## Denser mesh or better functional?

When a computed band gap of silicon comes out too small, the next run can use a finer k mesh or a higher level of theory, and only one of them helps. Three sizes guide the choice. The mesh costs about 0.01 eV here, the functional about 0.4 eV, and a pressure of 1 GPa moves the gap by about 0.02 eV.

Silicon in the diamond structure at seven volumes, computed with Ansatz 0.2.0 using r2SCAN, PAW and plane waves up to 500 eV, scalar-relativistic and without spin polarization. Both gaps are Kohn–Sham gaps between levels on the 10×10×10 k mesh, with Gaussian smearing of 0.02 eV.

| volume (Å³/atom) | shortest distance (Å) | band gap (eV) | least direct gap (eV) |
| --- | --- | --- | --- |
| 18.960 | 2.309 | 0.669 | 2.76300 |
| 19.483 | 2.330 | 0.718 | 2.75300 |
| 19.565 | 2.334 | 0.726 | 2.75200 |
| 20.170 | 2.357 | 0.778 | 2.73900 |
| 20.455 | 2.368 | 0.801 | 2.73300 |
| 20.775 | 2.381 | 0.826 | 2.72600 |
| 21.380 | 2.404 | 0.869 | 2.71200 |

The band gap is the distance from the highest filled level to the lowest empty one, wherever the two lie in k space. The least direct gap is the smallest distance between filled and empty levels at the same k point. All rows are diamond-structure silicon, and the one at 20.17 Å³/atom is free of stress, so it is the row to hold against experiment. Its cell is under 1% larger in volume than the measured one; by the slope of the table this raises its gap by about 0.01 eV, as much as the mesh does.

## The mesh error has a known sign

The top of the valence band lies at Γ, which the mesh contains. The bottom of the conduction band lies on the line from Γ to X, and in all six stressed rows the mesh reports it at the same point, 80% of the way. Such a fixed, round position is a sign that the mesh, not the crystal, has chosen the place. For the stress-free crystal the output places the minimum at about 84%, and a band path that ends there gives a gap of 0.770 eV instead of 0.778 eV.

The size of this miss follows from the curvature of the band. Near its minimum the energy rises as

$$\Delta E=\frac{\hbar^2(\Delta k)^2}{2m_l},$$

where $\Delta k$ is the distance from the minimum and $m_l$ the effective mass along the line, roughly 0.92 electron masses by experiment. The cubic cell edge is $a=(8\times 20.17)^{1/3}=5.44$ Å, and the line from Γ to X has the length $2\pi/a=1.15$ Å⁻¹. The mesh point is 3.85% of that length away from the minimum, so $\Delta k=0.044$ Å⁻¹. With $\hbar^2/2m_e=3.81$ eV Å² this gives

$$\Delta E=\frac{3.81\times 0.044^2}{0.92}\ \text{eV}\approx 8\ \text{meV},$$

which agrees with the difference between mesh and path.

The sign matters more than the size. A search over selected points can overlook a lower empty level, but it can't find one that does not exist. The mesh therefore makes this gap too large, and a point nearer the minimum would lower it. A finer mesh helps only if it holds such a point: doubling this one in each direction adds none.

## The shortfall lies elsewhere

The measured gap at low temperature is roughly 1.2 eV, about 0.4 eV above the stress-free result. This error is some fifty times the mesh miss and has the opposite sign. The calculation also leaves out spin-orbit coupling and the zero-point motion of the atoms. Both are known to lower the gap of silicon, by less than 0.1 eV together, so including them would widen the disagreement.

The least direct gap offers a second test. In the row at 19.483 Å³/atom the levels place it at Γ, a point that the mesh hits exactly. Its value is 2.753 eV in that row and 2.739 eV in the stress-free one, where the smooth trend of the column suggests the same place, while the measured transition lies at roughly 3.4 eV. A gap that owes nothing to the spacing of the mesh is thus too small as well, which points to the functional.

## Why the functional narrows the gap

The measured gap is the energy needed to take an electron out of the crystal, less the energy gained by adding one. The computed gap is a difference of orbital energies. In exact Kohn–Sham theory the two differ, because the exchange-correlation potential jumps by a constant when an electron is added across the gap. A functional that looks only at the local density and its gradient has no such jump: one electron spread over a large crystal hardly changes the density anywhere.

The same fault can be put in terms of exchange. True exchange is nonlocal and lowers filled states more than empty ones, whereas a semilocal potential treats both much alike. r2SCAN also uses the kinetic-energy density of the orbitals, which restores a part of the distinction. Its potential then depends on the orbitals (generalized Kohn–Sham), and its orbital gap equals its own difference of removal and addition energies, so what is still missing is an error of the functional itself. Screened hybrid functionals and GW calculations supply more of the distinction and are expected to widen the gap; this series holds no such run.

## What can still be used

From the smallest to the largest volume the band gap rises by 0.20 eV, which corresponds to −17 meV/GPa. This is a mean over compression and tension; between the stress-free and the smallest cell the slope is −16 meV/GPa. Experiment under compression gives roughly −14 meV/GPa, so the computed response is about a seventh too strong, while the gap itself is about a third too small. Over the compressed part of the series the excess comes to less than 0.02 eV, a small part of the error in the gap. The likely reason is that the functional's error depends on bonding and screening, which change little over this range, and so it largely cancels in differences. The mesh can't have made the trend: even a minimum halfway between two mesh points would be missed by only about 55 meV. This bound covers the rise as a whole; it is too wide to say where the small excess over experiment comes from.

The sign of the response defeats the simple rule that compression widens gaps. The rule holds for the least direct gap, which shrinks slightly on expansion. The band gap does the reverse, as is usual in tetrahedral semiconductors for conduction valleys near X. A strain estimate must therefore first ask where the conduction minimum lies. The differences and estimates used here are printed below; the shortfalls listed there for stressed rows mix strain with the error of the functional.

Printed output of the fit:

```
Shortfall of the gap against the rough measured value:
     row  gap in eV  shortfall in eV
   18.96      0.669            0.531
  19.483      0.718            0.482
  19.565      0.726            0.474
   20.17      0.778            0.422
  20.455      0.801            0.399
  20.775      0.826            0.374
   21.38      0.869            0.331
Mesh gap less path gap in the stress-free row, meV: 7.58
Parabola estimate of this mesh miss, meV: 8.193
Parabola estimate for a minimum halfway between mesh points, meV: 55.16
Place of the minimum on the way from Gamma to X, percent: 83.85
Place of the nearest mesh point on the same way, percent: 80
Shortfall of the path gap in the stress-free row, eV: 0.4296
Shortfall of the least direct gap in the stress-free row, eV: 0.661
Rise of the indirect gap from smallest to largest volume, eV: 0.2
Fall of the least direct gap over the same range, eV: 0.051
Growth of the volume over the series, percent: 12.76
Mean change of the indirect gap with pressure, meV per GPa: -16.92
Mean change of the least direct gap with pressure, meV per GPa: 4.315
```
